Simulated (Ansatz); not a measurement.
Ligand exchange: BH(CH3)2 + KSH → BH(CH3)(SH) + CH3K

Species: BH(CH3)2, singlet; KSH `[SH][K]`, singlet; BH(CH3)(SH), singlet; CH3K `[CH3][K]`, singlet. The partners trade CH3 for SH: B–CH3 and K–SH bonds give way to B–SH and K–CH3.

Shapes, held fixed at every level: PBE0-D4/def2-TZVP. Flexible molecules stand in one conformer, not always the lowest. Programs: Ansatz 0.2.0. The zero-point and thermal change to 298 K, harmonic and unscaled (PBE0-D4/def2-TZVP), is -3.3 kJ/mol.

```csv
level,kind,ΔH(298 K) (kJ/mol),less CCSD(T)/def2-TZVPP,CPU time (sum over the molecules)
SPW92/def2-TZVPP,LDA,+109.8,-14.8,7.8 s
r2SCAN-D4/def2-TZVPP,meta-GGA,+130.1,+5.5,31 s
BHLYP-D4/def2-TZVPP,global hybrid,+140.2,+15.6,18 s
PBE0-D4/def2-TZVPP,global hybrid,+126.7,+2.1,16 s
B2PLYP/def2-TZVPP,double hybrid,+125.3,+0.7,27 s
MP2/def2-SVP,perturbation theory,+117.9,-6.7,–
CCSD/def2-TZVPP,coupled cluster or CI,+131.9,+7.3,–
CCSD(T)/def2-TZVPP,coupled cluster or CI,+124.6,0.0,2.2 min
```

The highest level, CCSD(T)/def2-TZVPP, gives ΔH(298 K) = +124.6 kJ/mol; the levels span +109.8 to +140.2. The column of differences is taken from that level and isn't an error. No measured value is set beside it here. Correlated rows may include outer-core shells of K, which these sets cover unevenly. Times are processor times on shared x86 and Arm servers, and rough.

The exchange is strongly endothermic at every level, so the preference for methyl on boron and hydrosulfide on potassium doesn't depend on the method. The main reason lies on the potassium side. Both K–SH and K–CH3 are largely ionic, and hydrosulfide carries negative charge far better than methanide, as the much greater acidity of H2S compared with methane shows. Sulfur can donate a lone pair into the empty boron p orbital, but this π bonding is modest and evidently can't repay the cost of placing the charge on carbon.

The size of the enthalpy is less settled than its sign. Connected triples lower the CCSD value by 7.3 kJ/mol, which suggests that correlation favours the products slightly. PBE0-D4 and B2PLYP lie close to CCSD(T), though agreement for one reaction may owe something to cancellation.

Run in reverse, the exchange is a downhill methylation of boron, but the numbers don't show whether it would outcompete deprotonation of the acidic S–H group by methylpotassium.
